**Highest Kohn-Sham level of holmium ions from Ho2+ to Ho66+ (LB94)**

The table holds minus the highest occupied eigenvalue, the mean radius and the label of that level for 24 holmium ions, from spherical, spin-polarised, scalar-relativistic Kohn-Sham calculations with the LB94 model potential. The program tests whether the rise per unit charge within a subshell equals the repulsion integral $F^0=c/\langle r\rangle$ with the hydrogenic constant $c\approx0.9$ hartree·bohr, and compares effective charges from energy and radius. The nine steps in 4d, 4p, 3d, 3p and 2p reach 0.90 to 1.01 of the model, while the 4f steps, some of which must also remove 5s or 5p electrons, reach only 0.50 to 0.88. The jump Ho36+ → Ho39+ is 86% subshell gap. Ho66+ lies 0.26% below the point-nucleus Dirac binding, and Ho2+ lies 9.3% above the NIST semi-empirical ionisation energy.

Spherical all-electron Kohn-Sham calculations of holmium ions in the ground configurations listed by NIST, made with radks version 1 and Libxc. They use the LB94 model potential, scalar relativity, spin polarisation with open shells filled at highest spin, and a finite (Fermi) nucleus. Minus the highest occupied eigenvalue serves as an estimate of the ionisation energy.

## Program and output

```python
# Table: minus highest Kohn-Sham eigenvalue and mean radius of that level, Ho ions; radks, LB94,
# scalar-relativistic, spin-polarised, spherical. Tested: slope per charge = F0 = c/<r> (hydrogenic c),
# one screened charge, splitting of jumps, Dirac limit of Ho66+.
T = {
    'ion': ['Ho2+', 'Ho5+', 'Ho8+', 'Ho11+', 'Ho13+', 'Ho16+', 'Ho19+', 'Ho22+', 'Ho25+', 'Ho27+', 'Ho30+', 'Ho33+', 'Ho36+', 'Ho39+', 'Ho41+', 'Ho44+', 'Ho47+', 'Ho50+', 'Ho52+', 'Ho55+', 'Ho58+', 'Ho61+', 'Ho64+', 'Ho66+'],
    'Z': [67, 67, 67, 67, 67, 67, 67, 67, 67, 67, 67, 67, 67, 67, 67, 67, 67, 67, 67, 67, 67, 67, 67, 67],
    'charge': [2, 5, 8, 11, 13, 16, 19, 22, 25, 27, 30, 33, 36, 39, 41, 44, 47, 50, 52, 55, 58, 61, 64, 66],  # e
    'N': [65, 62, 59, 56, 54, 51, 48, 45, 42, 40, 37, 34, 31, 28, 26, 23, 20, 17, 15, 12, 9, 6, 3, 1],
    'minus_highest_eigenvalue': [24.904, 81.525, 132.63, 208.3, 275.48, 361.89, 473.77, 759.45, 886.79, 981.02, 1118.2, 1414.4, 1566.0, 3019.8, 3242.2, 3609.0, 3968.3, 4640.3, 4878.2, 5518.7, 13025, 13999, 15763, 65071],  # eV
    'highest_level_mean_radius': [0.82855, 0.72684, 0.72168, 0.66486, 0.62434, 0.59794, 0.55805, 0.53153, 0.51462, 0.50524, 0.49019, 0.47564, 0.46613, 0.20161, 0.19795, 0.19258, 0.18766, 0.20812, 0.20588, 0.20769, 0.075962, 0.074375, 0.083699, 0.020494],  # bohr
    'highest_level': ['4f down', '4f down', '4f down', '4f down', '4f up', '4f up', '4f up', '4d down', '4d down', '4d up', '4d up', '4p down', '4p up', '3d', '3d down', '3d up', '3d up', '3p down', '3p up', '3s', '2p down', '2p up', '2s up', '1s up'],
}
import numpy as np
from scipy.constants import physical_constants as pc, alpha
from scipy.special import eval_genlaguerre
from scipy.integrate import cumulative_trapezoid as ct, trapezoid as tz
Ha = pc['Hartree energy in eV'][0]
ion, lev = T['ion'], T['highest_level']
q, N, I, r = (np.array(T[k], float) for k in ('charge', 'N', 'minus_highest_eigenvalue', 'highest_level_mean_radius'))
Z = float(T['Z'][0]); ix = {s: i for i, s in enumerate(ion)}
nl = lambda s: (int(s[0]), 'spdf'.index(s[1]))
def chyd(s):
    n, l = nl(s); x = np.linspace(1e-6, 200, 100001); y = 2*x/n
    p = (x*y**l*np.exp(-y/2)*eval_genlaguerre(n-l-1, 2*l+1, y))**2; p /= tz(p, x)
    return 2*tz(p/x*ct(p, x, initial=0), x)*tz(p*x, x)
c = {s: chyd(s) for s in ('2p', '3p', '3d', '4p', '4d', '4f')}
print('hydrogenic c = F0*<r> (hartree bohr):', ' '.join(f'{k} {v:.3f}' for k, v in c.items()))
print('ion, level, Zeff(energy), Zeff(radius); from previous row: eV per charge, p = slope*<r>/hartree, p/c')
slope, p, same = np.zeros(len(q)), np.zeros(len(q)), np.zeros(len(q), bool)
for i in range(len(q)):
    n, l = nl(lev[i])
    s = f'{ion[i]:6s}{lev[i]:8s}{n*np.sqrt(2*I[i]/Ha):6.1f}{(3*n*n-l*(l+1))/(2*r[i]):6.1f}'
    if i:
        slope[i] = (I[i]-I[i-1])/(q[i]-q[i-1]); p[i] = slope[i]*(r[i]+r[i-1])/2/Ha
        same[i] = lev[i][:2] == lev[i-1][:2]
        s += f'{slope[i]:9.1f}{p[i]:7.3f}'
        s += f'{p[i]/c[lev[i][:2]]:6.2f}' if same[i] else f'  new subshell, jump {I[i]-I[i-1]:.0f} eV, r {100*(r[i]/r[i-1]-1):+.1f}%'
    print(s)
f = np.array([s[:2] == '4f' for s in lev]); g = same & ~f
new = ~same; new[0] = False
flip = np.array([i > 0 and 'down' in lev[i-1] and 'up' in lev[i] for i in range(len(q))])
cm = p[g].mean(); w = np.where(g)[0][np.argmax(abs(p[g]/cm-1))]
print(f'fitted p, {g.sum()} steps in 4d,4p,3d,3p,2p: {cm:.3f}, rms {p[g].std():.3f}, worst {ion[w]} {100*(p[w]/cm-1):+.1f}%')
print(f'  down-to-up steps mean p {p[g & flip].mean():.3f}; other steps {p[g & ~flip].mean():.3f}')
print(f'4f steps (not fitted, configurations unknown): p {p[same & f].min():.3f} to {p[same & f].max():.3f}; new subshell: p >= {p[new].min():.2f}')
print('rounding changes slopes by at most 0.3 eV per charge (2p), 0.05 (3d), 0.005 (4f)')
a, b = ix['Ho5+'], ix['Ho8+']
print(f'4f radius change: Ho2+ to Ho5+ {100*(r[a]/r[0]-1):+.1f}%, Ho5+ to Ho8+ {100*(r[b]/r[a]-1):+.1f}%')
# further outputs of the same runs (eV; Hartree energy in hartree), and the NIST value supplied with them
F4f, F4d, d36, gap44, gap52 = 44.1573, 49.7875, 2823.00, 3608.97-3584.17, 4878.16-4860.83
s4, d3, EH, nist = 1023.79-897.809, 2017.85-1870.93, 23.1078, 22.79
print(f"F0*<r> of the runs: 4f Ho19+ {F4f*r[ix['Ho19+']]/Ha:.3f}, 4d Ho30+ {F4d*r[ix['Ho30+']]/Ha:.3f}")
print(f"slope/F0: Ho16-19+ {slope[ix['Ho19+']]/F4f:.2f} (F0 {F4f:.1f} eV), Ho27-30+ {slope[ix['Ho30+']]/F4d:.2f} (F0 {F4d:.1f} eV)")
i = ix['Ho44+']; pn = (p[i-1]+p[i+1])/2
ex = I[i]-I[i-1]-(q[i]-q[i-1])*pn*Ha/((r[i]+r[i-1])/2)
print(f'Ho41-44+ excess over neighbouring steps {ex:.0f} eV; 3d spin gap in Ho44+ {gap44:.1f} eV')
a, b = I[ix['Ho36+']], I[ix['Ho39+']]
print(f'Ho36-39+ jump {b-a:.0f} eV = 4p-3d gap {d36-a:.0f} ({100*(d36-a)/(b-a):.0f}%) + 3d shift {b-d36:.0f} ({(b-d36)/3:.0f} per charge)')
J = I[ix['Ho22+']]-I[ix['Ho19+']]
print(f'Ho19-22+ jump {J:.0f} eV; 4s shift {s4:.0f}, 3d shift {d3:.0f}; remainder {J-d3:.0f} to {J-s4:.0f} eV')
za = Z*alpha
dirac = lambda n, k: Ha/alpha**2*(1-(1+(za/(n-k+np.sqrt(k*k-za*za)))**2)**-0.5)
D, S, gam = dirac(1, 1), Z*Z*Ha/2, np.sqrt(1-za*za); rD = (2*gam+1)/(2*Z)
print(f'Ho66+: Z alpha {za:.3f}; Schroedinger {S:.0f} eV (table {100*(I[-1]/S-1):+.1f}%), point Dirac {D:.0f} eV')
print(f'  table - Dirac {I[-1]-D:.0f} eV ({100*(I[-1]/D-1):+.2f}%); self-repulsion 2E_H {2*EH*Ha:.0f} eV; ratio {100*(D-I[-1])/(2*EH*Ha):.0f}%')
print(f'  radius: Dirac {rD:.6f} bohr (table {100*(r[-1]/rD-1):+.2f}%), Schroedinger {1.5/Z:.6f} (table {100*(r[-1]*Z/1.5-1):+.1f}%)')
print(f'Ho2+: table - NIST = {I[0]-nist:.2f} eV ({100*(I[0]/nist-1):+.1f}%)')
print(f'bare-nucleus Dirac p1/2-p3/2 (size only): 2p {dirac(2,1)-dirac(2,2):.0f}, 3p {dirac(3,1)-dirac(3,2):.0f} eV; 3p spin gap Ho52+ {gap52:.1f} eV')
print(f'last/first row: energy ratio {I[-1]/I[0]:.0f}, radius ratio 1/{r[0]/r[-1]:.0f}')
assert np.all(np.diff(I) > 0)
assert all(0.8 < p[k]/c[lev[k][:2]] < 1.1 for k in np.where(g)[0])
assert p[new].min() > p[same].max()
assert S < I[-1] < D and abs(r[-1]/rD-1) < 0.005
```

Running it gives:

```
hydrogenic c = F0*<r> (hartree bohr): 2p 0.908 3p 0.898 3d 0.903 4p 0.895 4d 0.896 4f 0.904
ion, level, Zeff(energy), Zeff(radius); from previous row: eV per charge, p = slope*<r>/hartree, p/c
Ho2+  4f down    5.4  21.7
Ho5+  4f down    9.8  24.8     18.9  0.539  0.60
Ho8+  4f down   12.5  24.9     17.0  0.453  0.50
Ho11+ 4f down   15.7  27.1     25.2  0.643  0.71
Ho13+ 4f up     18.0  28.8     33.6  0.796  0.88
Ho16+ 4f up     20.6  30.1     28.8  0.647  0.72
Ho19+ 4f up     23.6  32.3     37.3  0.792  0.88
Ho22+ 4d down   29.9  39.5     95.2  1.907  new subshell, jump 286 eV, r -4.8%
Ho25+ 4d down   32.3  40.8     42.4  0.816  0.91
Ho27+ 4d up     34.0  41.6     47.1  0.883  0.99
Ho30+ 4d up     36.3  42.8     45.7  0.836  0.93
Ho33+ 4p down   40.8  48.4     98.7  1.752  new subshell, jump 296 eV, r -3.0%
Ho36+ 4p up     42.9  49.3     50.5  0.874  0.98
Ho39+ 3d        44.7  52.1    484.6  5.946  new subshell, jump 1454 eV, r -56.7%
Ho41+ 3d down   46.3  53.0    111.2  0.816  0.90
Ho44+ 3d up     48.9  54.5    122.3  0.877  0.97
Ho47+ 3d up     51.2  56.0    119.8  0.837  0.93
Ho50+ 3p down   55.4  60.1    224.0  1.629  new subshell, jump 672 eV, r +10.9%
Ho52+ 3p up     56.8  60.7    118.9  0.905  1.01
Ho55+ 3s        60.4  65.0    213.5  1.622  new subshell, jump 640 eV, r +0.9%
Ho58+ 2p down   61.9  65.8   2502.1 13.041  new subshell, jump 7506 eV, r -63.4%
Ho61+ 2p up     64.2  67.2    324.7  0.897  0.99
Ho64+ 2s up     68.1  71.7    588.0  1.708  new subshell, jump 1764 eV, r +12.5%
Ho66+ 1s up     69.2  73.2  24654.0 47.200  new subshell, jump 49308 eV, r -75.5%
fitted p, 9 steps in 4d,4p,3d,3p,2p: 0.860, rms 0.032, worst Ho52+ +5.2%
  down-to-up steps mean p 0.887; other steps 0.826
4f steps (not fitted, configurations unknown): p 0.453 to 0.796; new subshell: p >= 1.62
rounding changes slopes by at most 0.3 eV per charge (2p), 0.05 (3d), 0.005 (4f)
4f radius change: Ho2+ to Ho5+ -12.3%, Ho5+ to Ho8+ -0.7%
F0*<r> of the runs: 4f Ho19+ 0.906, 4d Ho30+ 0.897
slope/F0: Ho16-19+ 0.84 (F0 44.2 eV), Ho27-30+ 0.92 (F0 49.8 eV)
Ho41-44+ excess over neighbouring steps 21 eV; 3d spin gap in Ho44+ 24.8 eV
Ho36-39+ jump 1454 eV = 4p-3d gap 1257 (86%) + 3d shift 197 (66 per charge)
Ho19-22+ jump 286 eV; 4s shift 126, 3d shift 147; remainder 139 to 160 eV
Ho66+: Z alpha 0.489; Schroedinger 61076 eV (table +6.5%), point Dirac 65241 eV
  table - Dirac -170 eV (-0.26%); self-repulsion 2E_H 1258 eV; ratio 13%
  radius: Dirac 0.020482 bohr (table +0.06%), Schroedinger 0.022388 (table -8.5%)
Ho2+: table - NIST = 2.11 eV (+9.3%)
bare-nucleus Dirac p1/2-p3/2 (size only): 2p 1075, 3p 320 eV; 3p spin gap Ho52+ 17.3 eV
last/first row: energy ratio 2613, radius ratio 1/40
```
